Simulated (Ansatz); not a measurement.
# Au: energy change per atom and pressure as volume scale varies

Results calculated with Ansatz 0.2.0, not measured. Plane-wave DFT, scalar-relativistic PAW made under PBE with cores redone for the functional, no dispersion; the given relaxed cell is scaled uniformly, energy at zero smearing counts from the unscaled cell, pressure at the given Fermi-Dirac smearing is positive in compression.

The cell before it is scaled or strained (space group Im-3m, No. 229):
```
CELL_PARAMETERS angstrom
-1.63810 1.63810 1.63810
1.63810 -1.63810 1.63810
1.63810 1.63810 -1.63810
ATOMIC_POSITIONS crystal
Au 0.00000 0.00000 0.00000
```

Settings of every row: spin polarised no; functional r2SCAN; wave cutoff 500 eV; smearing width 0.1 eV; k mesh 15x15x15.

Atom starting moment: 0 on all atoms.

Limits: no spin-orbit coupling, which can matter with elements this heavy; the cell comes from a prototype or a list of computed structures and needn't be the stable phase.

```
row  volume scale  V (Å³/atom)  energy change per atom (meV)  pressure (GPa)
  1          0.88       15.473                        166.68           28.65
  2          0.92       16.176                         68.41           16.61
  3          0.96       16.879                             ?               ?
  4          1.04       18.286                         10.23            -4.9
  5          1.08       18.989                         40.86           -8.94
  6          1.12       19.692                         87.01          -11.98
```

Question: what energy change per atom and pressure should row 3 give?

Worked fit of energy change per atom. Take u = (V_r/V)^(2/3) − 1 with V_r = 18.286 Å³ an atom, which is twice the finite (Eulerian) strain; such expansions in the strain, on which the Birch-Murnaghan equation of state is built, carry the rest volume and the bulk modulus. The shown rows have u = 0.1178, 0.08517, 0, -0.02484, -0.04818. Least squares give energy change per atom = 8.64 − 794.577 × u + 18000.07 × u² meV; a straight line predicts inner rows, each left out in turn, worse (root mean square 51 against 4.3 meV). The rows lie off it by 1.86, -3.13, 1.59, 1.38, -1.70 (root mean square 2 meV). The withheld row has u = 0.05483, so the fit gives 8.64 − 794.577 × (0.05483) + 18000.07 × (0.05483)² = 19.19 meV.

The calculation gave 16.56 meV. The fit lies 2.63 meV (16 % of the value, 1.7 % of the column's range) above it; its largest miss of a shown row is 3.13 meV.

Worked fit of pressure. Take u = (V_r/V)^(2/3) − 1 with V_r = 18.286 Å³ an atom, which is twice the finite (Eulerian) strain; such expansions in the strain, on which the Birch-Murnaghan equation of state is built, carry the rest volume and the bulk modulus. The shown rows have u = 0.1178, 0.08517, 0, -0.02484, -0.04818. Least squares give pressure = −5.016 + 183.386 × u + 859.52 × u² GPa; a straight line predicts inner rows, each left out in turn, worse (root mean square 2.5 against 0.32 GPa). The rows lie off it by 0.14, -0.23, 0.12, 0.10, -0.12 (root mean square 0.15 GPa). The withheld row has u = 0.05483, so the fit gives −5.016 + 183.386 × (0.05483) + 859.52 × (0.05483)² = 7.62 GPa.

The calculation gave 7.42 GPa. The fit lies 0.20 GPa (2.7 % of the value, 0.49 % of the column's range) above it; its largest miss of a shown row is 0.23 GPa.
